Press an atom into a surface and the resistance ought to grow faster and faster, as it does when a chemical bond is squeezed. For nitrogen on aluminium the computed push keeps growing, but its rise slows down. The force climbs from almost zero to 4.2 eV/Å over the first 0.3 Å below the resting height. Over the next 0.25 Å it gains only another 1.7 eV/Å, so the force now rises at about half the earlier rate.

Nitrogen over a bridge site of a rigid nine-layer (001) slab of hexagonal aluminium (P6₃/mmc), one N per 1×1 surface cell. Ansatz 0.2.0, plane-wave PAW, scalar-relativistic PBEsol without spin polarisation; cutoff 420 eV, k mesh 12×12×1, Gaussian smearing of 0.1 eV. Energies are extrapolated to zero smearing and relative to the lowest energy in the table.

```csv
height (Å),energy (eV),force along normal (eV/Å)
0.406,1.965,5.869
0.656,0.641,4.197
0.956,0.000,0.020
1.256,0.454,-2.579
1.656,1.727,-3.410
2.156,3.294,-2.715
2.956,4.782,-1.067
3.956,5.343,-0.240
```

The height is measured from the top aluminium layer, and a positive force pushes the nitrogen outward. Each surface aluminium atom has one nitrogen atom, so a whole sheet of nitrogen moves at once, and the energies are per nitrogen atom of that sheet. The aluminium atoms are held still, in a hexagonal stacking and not the face-centred cubic one of ordinary aluminium.

**The two lowest heights: the wall.** The nitrogen doesn't sit on top of an aluminium atom. It sits over the midpoint between two of them, so its bonds lean sideways. As it goes down, the bonds lean further, and a given step in height shortens them less and less. The repulsion along each bond still grows, but a shrinking share of it points outward. If the two aluminium atoms were alone, that share would vanish once the nitrogen lay level with them.

This suggests using the familiar Morse curve for a bond, but with the bond length as its variable in place of the height. Let $h$ be the height and $s$ the sideways distance to each of the two aluminium atoms, half their spacing of 2.836 Å. Then the bond length $d$ and the energy $E$ are

$$d=\sqrt{h^2+s^2},\qquad E=D\left[1-e^{-a(d-d_0)}\right]^2 .$$

The resting bond length $d_0=1.710$ Å follows from the row of lowest energy. The other two constants, $D=5.3$ eV and $a=1.9$ per Å, are rounded from a fit to all eight rows, so the rows worked below helped to set them.

For the height of 0.656 Å, a pocket calculator gives

$$d=\sqrt{0.656^2+1.418^2}=1.562\ \text{Å},\qquad d-d_0=-0.148\ \text{Å},$$

$$E=5.3\,(1-e^{0.281})^2=5.3\times(-0.324)^2\approx 0.56\ \text{eV}.$$

The full calculation gives 0.641 eV, so the estimate is 13 % too low. At the lowest height it is 14 % too low. The computed wall is thus somewhat stiffer than the rule's two leaning bonds make it. In the calculation about nine tenths of the push on the nitrogen is answered by the top aluminium layer. The layers beneath take up less than the push that the rule misses, so they can hardly supply all of it. The next atoms of the top layer lie farther away than $d_0$, where the rule's curve pulls and doesn't push; they could stiffen the wall only because their downward pull fades as the nitrogen sinks. The shape of the Morse curve may also be at fault, and so may the electrostatics of the nitrogen sheet, whose dipole roughly halves between the resting height and the lowest one. No row separates these causes.

**Around the resting height: a mildly lopsided well.** Moving the nitrogen down by 0.3 Å costs only 1.4 times as much as moving it up by the same amount. A squeezed bond costs more than an equally stretched one, but here the two moves don't change the bond equally. The downward step shortens it by 0.15 Å, while the upward step lengthens it by 0.18 Å. For an upright bond with the same constants, the rule would make the downward step about three times as costly as the upward one. With leaning bonds it gives 1.2, below the computed 1.4. The lean thus offsets much of the usual lopsidedness, though the rule overdoes it.

The zero of energy is the best place on a coarse grid of sites. That grid misses the hollows between three aluminium atoms, where nitrogen may well be more stable. The well described here belongs to this site and need not be the deepest one on the surface.

**From 1.256 to 2.156 Å: the steep climb.** Here the bonds are being pulled apart, and they also stand more upright as the nitrogen rises. More of the pull then acts straight back towards the surface. For the height of 1.656 Å the same steps give

$$d=2.180\ \text{Å},\qquad E=5.3\,(1-e^{-0.893})^2=5.3\times0.591^2\approx1.85\ \text{eV},$$

which is 7 % above the computed 1.727 eV.

This row also has the strongest pull in the table. The force follows from the slope of the Morse curve, multiplied by $h/d$, the share of the bond's pull that acts along the normal:

$$F=-2aD\left(1-e^{-a(d-d_0)}\right)e^{-a(d-d_0)}\,\frac{h}{d}.$$

It gives a pull of 3.7 eV/Å, against 3.4 eV/Å in the calculation. The forces took no part in the fit. They are slopes of the same energy curve, however, so they test its shape and aren't separate evidence.

**The last two rows: the levelling off.** The energy flattens as the bonds give way, and the estimate stays within 3 % of it. The force shows the weakness sooner. At the greatest height the estimated pull is about a third too small, so the rule lets go of the nitrogen too early. Its ceiling of 5.3 eV even lies slightly below the last computed energy, which is still rising. For six of the eight rows, all but those at 1.256 and 1.656 Å, the program also warns that its exchange-correlation potential is rough where the electron density is thin. The resting height is among the six, and every energy is counted from it, so very small energy differences anywhere in the table deserve little weight. The PBEsol calculations also used PAW datasets made for another functional, PBE, and what that does to the curve was not tested.

That ceiling must not be read as a binding energy. The lifted nitrogen is still a sheet and not a set of free atoms. The calculation also gives both spins the same density, whereas a free nitrogen atom has three unpaired electrons and lies well below such a state. With spin allowed, the far end of the curve is expected to come down. For a free atom the drop is expected to be a few electronvolts, a large part of the whole climb, so it may reach down to the row at 2.156 Å or lower. At what height it begins was not computed, so the rows well above the resting height show how the rule follows this calculation and not what it costs to remove real nitrogen.

**How far to trust the rule.** Over the whole table its typical error is 0.14 eV, and the largest is 0.28 eV, at the lowest height. These rows helped to set the constants. When each row in turn is left out of the fit and then estimated, the typical error rises to 0.25 eV. A Morse curve written in the height, with its own two constants fitted to the same rows, has a typical error of 0.33 eV, which rises to 0.92 eV in the same leave-one-out test. The better fit doesn't prove that leaning bonds are the cause. Nor does it show that half the spacing is the best value of $s$, which was fixed by geometry and not fitted. The rule is too low below the resting height and too high from 1.256 to 2.156 Å, the pattern expected when $s$ is too large. A smaller effective $s$ is expected to fit better, which would mean that two leaning bonds overstate the softening. The weakening rise of the force is the stronger sign, because a Morse wall written in the height can only stiffen faster as it is pushed in. The rule with leaning bonds does show the slowdown: its force gains 3.6 eV/Å over the first 0.3 Å below the resting height and only 1.3 eV/Å over the next 0.25 Å.

The constants shouldn't be carried from one side of the well to the other. When they are fitted only to the resting height and the rows above it, they match those rows closely but put the lowest row at 1.39 eV, where the calculation has 1.965 eV. They also shift together, $D$ upward and $a$ downward, so neither is a property of the bond by itself. An estimate of the wall needs at least one point on the wall. Below 0.406 Å the rule is untested: its factor $h/d$ takes the force down to zero at the level of the top layer and ignores the layers beneath. The table hints that the turn is near. Between the two lowest rows the energy changes by 1.324 eV, a mean force of 5.30 eV/Å, above the 5.03 eV/Å average of the two end forces, so the computed force is flattening towards the lowest height.

For a neighbouring case, the first question is how far the bonds lean. Nitrogen straight above an aluminium atom would have an upright bond, and height and bond length would then change by equal steps. The ordinary, ever-stiffening wall should return there, though no such scan is at hand to test it. The analysis printed below lists the estimate for every row.

Printed output of the fit:

```
fit of energy on 8 rows: coefficient of (1 - exp(-s*stretch))**2 5.282 +/- 0.096, s 1.942; rms 0.131, worst 2.156 0.218, leave-one-out rms 0.252
fit of energy on 8 rows: coefficient of (1 - exp(-s*lift))**2 6.741 +/- 0.31, s 0.8513; rms 0.327, worst 2.156 -0.533, leave-one-out rms 0.916
fit of energy on 6 rows (height > 0.9): coefficient of (1 - exp(-s*stretch))**2 5.481 +/- 0.02, s 1.733; rms 0.0245, worst 1.256 -0.0449, leave-one-out rms 0.0379
  rows outside the fit (model, value, miss): 0.406 1.388, 1.965, -0.577; 0.656 0.4671, 0.641, -0.174
Hand rule:
    row  N-Al distance (A)  stretch (A)  exponential  rule energy (eV)  rule less computed (eV)  miss (%)  tilt factor  rule force (eV/A)
  0.406              1.475      -0.2352        1.563             1.682                  -0.2828    -14.39       0.2753              4.883
  0.656              1.562      -0.1478        1.324            0.5569                 -0.08411    -13.12       0.4199               3.63
  0.956               1.71            0            1                 0                        0         0        0.559                  0
  1.256              1.894       0.1841       0.7048            0.4618                 0.007773     1.712       0.6631             -2.778
  1.656               2.18         0.47       0.4094             1.848                   0.1215     7.033       0.7596             -3.699
  2.156              2.581       0.8704       0.1913             3.466                   0.1718     5.215       0.8355             -2.604
  2.956              3.279        1.568       0.0508             4.775                -0.006798   -0.1422       0.9016            -0.8756
  3.956              4.202        2.492     0.008779             5.207                  -0.1357    -2.539       0.9414             -0.165
rms miss of the hand rule over all rows (eV): 0.1368
largest miss of the hand rule (eV): 0.2828
largest miss of the hand rule (%): 14.39
smallest ratio of rule force to computed force, minimum left out: 0.6874
largest ratio of rule force to computed force, minimum left out: 1.085
computed energy 0.3 A below the minimum over that 0.3 A above: 1.412
the same ratio from the hand rule: 1.206
fitted depth of the bond curve less the highest computed outer energy (eV): -0.06141
```
